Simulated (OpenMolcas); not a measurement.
# How methods differ on BH2F (SMILES BF)

The species is BH2F (4 atoms), meant as a singlet with charge 0. As SMILES, `BF`. The coordinates come from a PBE0-D4/def2-TZVP relaxation.

```xyz
4

B    -0.0273   -0.0040   -0.0308
F     1.0612   -0.2967    0.6499
H    -1.0125   -0.6491    0.1862
H     0.0342    0.8896   -0.8256
```

Quantity: the dipole moment, in D. The values are calculated.

```json
{"level": "SVWN5/cc-pVTZ", "kind": "LDA", "program": "OpenMolcas", "value (D)": "0.57", "CPU time": "7.9 s"}
{"level": "BLYP/cc-pVTZ", "kind": "GGA", "program": "OpenMolcas", "value (D)": "0.55", "CPU time": "11 s"}
{"level": "PBE/cc-pVTZ", "kind": "GGA", "program": "OpenMolcas", "value (D)": "0.53", "CPU time": "11 s"}
{"level": "TPSS/cc-pVTZ", "kind": "meta-GGA", "program": "OpenMolcas", "value (D)": "0.59", "CPU time": "17 s"}
{"level": "r2SCAN/cc-pVTZ", "kind": "meta-GGA", "program": "OpenMolcas", "value (D)": "0.62", "CPU time": "12 s"}
{"level": "B3LYP/cc-pVTZ", "kind": "global hybrid", "program": "OpenMolcas", "value (D)": "0.68", "CPU time": "10 s"}
{"level": "BHLYP/cc-pVTZ", "kind": "global hybrid", "program": "OpenMolcas", "value (D)": "?", "CPU time": "9.4 s"}
{"level": "M06-2X/cc-pVTZ", "kind": "hybrid meta-GGA", "program": "OpenMolcas", "value (D)": "?", "CPU time": "11 s"}
```

Estimate the missing values from the other rows.

As computed at these levels: BHLYP/cc-pVTZ: 0.84 D; M06-2X/cc-pVTZ: 0.82 D. The values span 0.53 to 0.84 D. Magnitudes only: a small dipole may point the other way at some levels. Times are those of the runs behind each value, whatever else they computed, on shared processors of several kinds: orders of magnitude only.

The dipole moment of BH2F is small for a molecule with such a polar B–F bond because several contributions oppose one another. Fluorine withdraws σ density from boron, but its lone pairs donate back into the empty boron 2p orbital, and the hydridic B–H bonds place negative charge on the opposite side of the molecule. Modest shifts in density therefore change the net moment appreciably.

The main division is between the semilocal functionals, at 0.53 to 0.62 D, and the hybrids, which rise from 0.68 D with B3LYP to 0.84 D with BHLYP, probably because exact exchange curbs the π back-donation and keeps more charge on fluorine. The order does not follow functional class strictly: LDA lies above both GGAs, and M06-2X falls slightly below BHLYP despite a comparably large share of exact exchange. Since the geometry is common to all rows, the spread reflects the electron density rather than bond lengths. The closeness of the two highest values does not establish their accuracy without a correlated wavefunction or experimental reference.
